**Q.** I moved both oxygen atoms of tetragonal PbO along $c$ in LDA, with lead and the cell held fixed. Every column looks gently curved. How do I tell whether a row is out of line?

Tetragonal PbO (P4/nmm, 4 atoms a cell, a = 3.974 Å, c = 5.022 Å, not relaxed at this level), with both O atoms moved along c and all else fixed. Ansatz 0.2.0, plane-wave PAW, scalar-relativistic LDA without spin polarisation, cutoff 420 eV, 8×8×6 k mesh, Gaussian smearing 0.05 eV. Free energies are relative to the undisplaced cell; pressure is positive in compression.

```csv
displacement (Å),energy change (eV a cell),force along direction (eV/Å summed over the moved atoms),pressure (GPa),gap on mesh (eV)
-0.2,0.326,3.189,-0.89,1.085
-0.1,0.083,1.651,-1.60,1.178
0,0.000,0.000,-1.84,1.203
0.025,0.005,-0.417,-1.83,1.202
0.05,0.021,-0.833,-1.78,1.197
0.075,0.047,-1.244,-1.71,1.189
0.125,0.129,-2.051,-1.46,1.164
0.15,0.185,-2.441,-1.30,1.142
0.175,0.251,-2.821,-1.11,1.115
```

**A.** Let symmetry choose the curve. Call the displacement $u$. Inversion turns the crystal with $+u$ into the one with $-u$, so the two negative rows slot in among the positive ones by $|u|$. The energy change $E$, the pressure and the gap $g$ (lowest empty level minus highest filled level on the k mesh) must be even in $u$, and the force $F=-dE/du$ on the two oxygens odd:

$$E=\tfrac12ku^2+bu^4,\qquad F=-ku-4bu^3,\qquad g=g_0+g_2u^2+g_4u^4 .$$

Fit each column to the six rows with $|u|\le0.125$ Å and predict the outer three. The printed output below lists each miss beside the worst error that rounding could cause.

**Q.** Energy, force and pressure all pass. The gap misses by 5, 12 and 19 meV, but the last of these lies within what rounding allows.

**A.** Three decimals are too coarse for that extrapolation, so use the unrounded gaps of the same runs. The series follows the six inner ones to 0.001 meV. For the row at 0.15 Å, which was outside the fit, it gives

$$g=1.20336-2.637(0.15)^2+6.33(0.15)^4=1.20336-0.05933+0.00320=1.14723\ \text{eV},$$

while the calculation has 1.14173 eV, lower by 5.5 meV. The shortfall grows to 13.6 meV at 0.175 Å and 22.9 meV at 0.2 Å, where it is 19 % of the whole narrowing. Those three gaps are the irregular entries.

**Q.** Might a $u^6$ term be all that is needed?

**A.** The slope of the gap against $u^2$ argues against it. It eases steadily from $-2.63$ to $-2.47$ eV/Å² and then jumps to $-3.20$ in a single step. One polynomial up to $u^6$ through all nine rows still leaves 1.4 meV at 0.125 Å, with residuals that swing in sign. The numbers show an abrupt change of slope just beyond that row.

**Q.** What puts a kink into a gap?

**A.** A gap is the smallest of many level differences. Inversion with time reversal makes every non-degenerate level even in $u$, so it starts to move as $u^2$. The rate has a direct part, from the curvature of the potential the level feels as the oxygens move, and a part from mixing with other levels at the same k point, which grows as those lie closer. Both differ from level to level. A pair of levels that begins slightly wider apart but closes faster overtakes the first pair, and the minimum of two smooth curves has a corner.

The outer rows fit that picture. A second curve that borrows $g_4$ from the inner one passes through all three within 0.01 meV using two free constants. It starts 17 meV above the inner curve, or 11 meV if $g_4$ is dropped, and takes over near 0.13 Å. That a band edge really changes band or k point there remains a guess, since it has not been checked against the bands themselves.

**Q.** Would the real crystal show it?

**A.** Not necessarily. If the true edge slides between mesh points, the gap hops from one point to the next, and a finer mesh would move or round the corner. Spin–orbit coupling, absent here and strong for lead 6p states, could also reorder levels only 10 to 20 meV apart. LDA usually underestimates gaps as well, and these LDA runs used PAW datasets made for PBE, which adds an error of unknown size to every column. So neither the size of the gap nor the place of the kink should be carried over to a material.

**Q.** Why don't energy and force notice the kink?

**A.** They depend on the density of all filled bands together, and which level happens to be highest or lowest does not enter it. The smallest gap is 22 smearing widths, so no electron changes band. Two constants fitted to all force rows, $k=16.70$ eV/Å² and $b=-4.72$ eV/Å⁴, reproduce the force to about half a unit in its last printed digit. Their integral gives the energy within 0.5 meV. These columns would be expected to leave the series once the gap has shrunk to a few smearing widths and occupations start to change.

**Q.** The negative $b$ means softening. Is a polar double well on its way?

**A.** Not along this line within the scan: force over displacement has fallen only 4.5 % below $k$ at 0.2 Å. A simple model of anharmonic lead–oxygen bonds gives the same sign. Each oxygen has two lead neighbours a height $h=1.18$ Å above and two below, at bond length $r_0$ and angle $\theta$ to $c$, with $\cos\theta=h/r_0$. The bonds change by

$$\delta_\mp=\mp u\cos\theta+\frac{u^2\sin^2\theta}{2r_0},$$

so both kinds gain the same second-order lengthening, and at 0.2 Å one has shrunk by 0.095 Å while the other has grown by 0.108 Å.

Give each of the eight bonds the energy $\tfrac12K(\delta^2-a\delta^3+\dots)$, with stiffness $K$ and $a>0$ because bonds resist squeezing more than stretching. The linear part yields $k=8K\cos^2\theta$, so a flatter lead–oxygen layer with equally stiff bonds would be softer along $c$. The cubic term, acting on the common lengthening, yields a negative $u^4$ term. With $K$ set by $k$, purely harmonic bonds give $b=-0.3$ eV/Å⁴ and Morse bonds with $a$ between 1 and 2 Å⁻¹ give $-3.0$ to $-3.5$, short of the calculated $-4.7$.

**Q.** Does the same picture explain the pressure rising by 0.95 GPa?

**A.** With Morse bonds it gives the right sign, and also the two opposite changes that this average hides; purely harmonic bonds would make the pressure fall. Counting compression positive, the in-plane stress of the same runs rises by 1.77 GPa out to 0.2 Å while the stress along $c$ falls by 0.68 GPa. In the model the squeezed bonds push outwards in the plane harder than the stretched ones pull, which takes anharmonic bonds. Along $c$ the pull of the stretched bonds wins, because they stand steeper. Each value of $a$ tried (1, 1.5 and 2 Å⁻¹) gives both signs, but none matches both sizes. The model also takes the bonds as unstrained at $u=0$, whereas this unrelaxed cell sits at $-1.84$ GPa with residual forces on lead, so $k$ and $b$ belong to this geometry and to a rigid shift.

The analysis program printed:

```
|u| (A): 0.000 0.025 0.050 0.075 0.100 0.125 0.150 0.175 0.200
force fit, all rows: k = 16.70 eV/A^2, b = -4.72 eV/A^4; quartic share of E at 0.2 A -2.3 %
force/u (eV/A^2), u>0: 16.68 16.66 16.59 16.51 16.41 16.27 16.12 15.95 ; fall 4.5 % from k
force residuals (meV/A, rounding 0.5): -0.0 -0.2 0.4 -0.5 -0.0 0.5 -0.2 -0.2 0.1
energy minus integrated force fit (meV, rounding 0.5): 0.0 -0.2 0.2 0.2 -0.0 -0.3 -0.5 -0.3 -0.4
harmonic force only: worst residual 49 meV/A
inflection of the quartic, rough extrapolation: 0.54 A; smallest gap/smearing 22
Fit |u|<=0.125, predict 0.15 0.175 0.2; unit 1e-3 of column; miss | worst rounding error
  energy: 0.65 2.32 4.58 | 3.48 8.18 15.98
  force: -1.09 -1.91 -2.64 | 2.42 4.21 6.96
  pressure: -18.55 -47.47 -91.04 | 40.71 100.32 201.04
  gap: -4.95 -12.02 -19.30 | 4.07 10.03 20.10
  gap unrounded: -5.51 -13.58 -22.87 | 0.00 0.01 0.02
  stress xx: -0.02 -0.10 -0.31 | 0.04 0.10 0.20
  stress zz: 0.08 0.32 0.89 | 0.00 0.01 0.02
  Pb1-Pb2 force: 0.10 0.12 0.09 | 0.81 2.01 4.02
unrounded gap drop/u^2 (eV/A^2), u>0: 2.634 2.620 2.601 2.573 2.538 2.739 2.886 2.955
gap slope between rows (eV/A): -0.07 -0.20 -0.32 -0.44 -0.56 -0.88 -1.07 -1.19
gap slope against u^2 (eV/A^2): -2.63 -2.62 -2.59 -2.54 -2.47 -3.20 -3.29 -3.18
inner branch: 1.2034 eV -2.637 u^2 +6.33 u^4; worst inner residual 0.001 meV
gap drop at 0.2 A 118.2 meV, of which beyond inner branch 19 %
one polynomial to u^4, residuals (meV): 0.15 0.02 -0.28 -0.47 -0.07 1.58 -0.18 -1.36 0.63
one polynomial to u^6, residuals (meV): 0.50 0.25 -0.35 -0.84 -0.54 1.36 0.12 -0.74 0.24
outer branch, u^4 term zero: 1.2143 -3.23 u^2 +0.00 u^4; worst 0.33 meV; 11 meV above inner at u=0; crossing 0.125 A
outer branch, u^4 term as inner: 1.2202 -3.63 u^2 +6.33 u^4; worst 0.01 meV; 17 meV above inner at u=0; crossing 0.130 A
outer branch, u^4 term free, exact fit: 1.2203 -3.64 u^2 +6.49 u^4; worst 0.00 meV; 17 meV above inner at u=0; crossing 0.130 A
pressure fit P0 (GPa), u^2 (GPa/A^2), u^4 (GPa/A^4): -1.84 24.56 -18.67
change 0 to 0.2 A (GPa): pressure +0.95, xx +1.77, zz -0.68
Pb height h = 1.180 A, cos^2 = 0.261, bond stiffness set by k: 8.0 eV/A^2
short bond: worst miss on output distance 0.0009 A; at 0.2 A short -0.095, long +0.108 A
b (eV/A^4), u^2 terms of xx, zz (GPa/A^2), outward Pb force (eV/A^3; Pb1 taken as upper)
  DFT: -4.7 45.6 -17.4 15.0
  harmonic bonds: -0.3 -5.2 -71.1 -15.7
  Morse bonds, range 1.0 1/A: -3.0 38.0 -40.6 -2.9
  Morse bonds, range 1.5 1/A: -3.5 59.6 -25.4 3.5
  Morse bonds, range 2.0 1/A: -3.3 81.2 -10.2 9.9
```
